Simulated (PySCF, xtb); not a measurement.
**Relative energy of two isomers of CH4NSi+**

We compare X, `C=[N+]=[SiH2]`, a singlet, with Y, `C1[NH2+][Si]1`, a singlet. Both are isolated ions in the gas phase, relaxed with PBE0-D3(BJ)/def2-SVP.

X (Å):

```yaml
atoms:
  - { symbol: C, position_ang: [-1.3870, 0.1128, 2.2352] }
  - { symbol: N, position_ang: [-2.0444, -0.0124, 1.1747] }
  - { symbol: Si, position_ang: [-2.8984, -0.1740, -0.1975] }
  - { symbol: H, position_ang: [-0.4105, -0.3862, 2.3601] }
  - { symbol: H, position_ang: [-1.7680, 0.7252, 3.0705] }
  - { symbol: H, position_ang: [-2.6478, 0.8133, -1.2614] }
  - { symbol: H, position_ang: [-3.8517, -1.2950, -0.2636] }
```

Y (Å):

```yaml
atoms:
  - { symbol: C, position_ang: [-1.8060, -0.6775, 0.9668] }
  - { symbol: N, position_ang: [-2.4492, 0.6459, 1.1278] }
  - { symbol: Si, position_ang: [-3.0287, -0.3807, -0.4280] }
  - { symbol: H, position_ang: [-0.7251, -0.6294, 0.7736] }
  - { symbol: H, position_ang: [-2.0354, -1.3904, 1.7710] }
  - { symbol: H, position_ang: [-3.0724, 0.7767, 1.9301] }
  - { symbol: H, position_ang: [-1.8610, 1.4775, 1.0202] }
```

Problem. Which of the two would you expect PBE0-D3(BJ)/def2-SVP electronic energies to favour?

Solution. PBE0-D3(BJ)/def2-SVP gives E(Y) − E(X) = −3.9 kcal/mol, favouring structure Y; this isn't settled, since another level reverses the order and no coupled-cluster difference is at hand.

Level by level:

| level | geometry | E(Y) − E(X) (kcal/mol) | departure from the last row (kcal/mol) | job, with rough time for the two |
| --- | --- | --- | --- | --- |
| GFN2-xTB | GFN2-xTB | +24.0 | +27.9 | optimisation, 0.13 s |
| HF/STO-3G | GFN2-xTB | −33.1 | −29.2 | single point, 1.5 s |
| r2SCAN-D4/def2-SVP | GFN2-xTB | +1.3 | +5.2 | single point, 9 s |
| PBE0-D3(BJ)/def2-SVP | PBE0-D3(BJ)/def2-SVP | −3.9 |  | optimisation, 36 s |

As drawn, Y has 1 C–N, 1 N–Si, 1 C–Si, 2 N–H in place of 1 C=N, 1 N=Si, 2 Si–H. Structure X has no ring, Y a 3-membered ring.

GFN2-xTB, r2SCAN-D4/def2-SVP put the two in the other order, and since no coupled-cluster difference is at hand the order isn't settled. The largest departure from PBE0-D3(BJ)/def2-SVP is that of HF/STO-3G, 29.2 kcal/mol. No reliable frequencies are at hand for X, so it isn't confirmed as a minimum.

Programs: PySCF 2.14.0, xtb 6.7.1; the last row on 2 threads of Arm Neoverse V1 on a shared host.

The small preference for Y, −3.9 kcal/mol, reflects a near-cancellation of large bonding terms rather than similar structures. X is a heteroallene: its linear C–N–Si backbone and mutually perpendicular CH2 and SiH2 planes allow two orthogonal π bonds at nitrogen, the one to silicon strongly polarised towards nitrogen. Y gives up this π bonding and takes on ring strain, but gains strong N–H bonds in place of weaker Si–H bonds and leaves silicon divalent, with a lone pair of largely 3s character, a state far more accessible to silicon than to carbon.

The N–Si contact in Y is clearly longer than a normal single bond, whereas its C–Si bond is ordinary. Y is therefore probably better described as an aminomethyl-substituted Si(II) cation, with the amine lone pair donating into an empty silicon 3p orbital, than as a conventional ammonium ring. The strong preference for the ring with HF/STO-3G probably owes much to the minimal basis, which describes π bonds poorly. Open-chain isomers with an N-bound Si(II) centre were not compared, so neither structure is shown to be the global minimum.
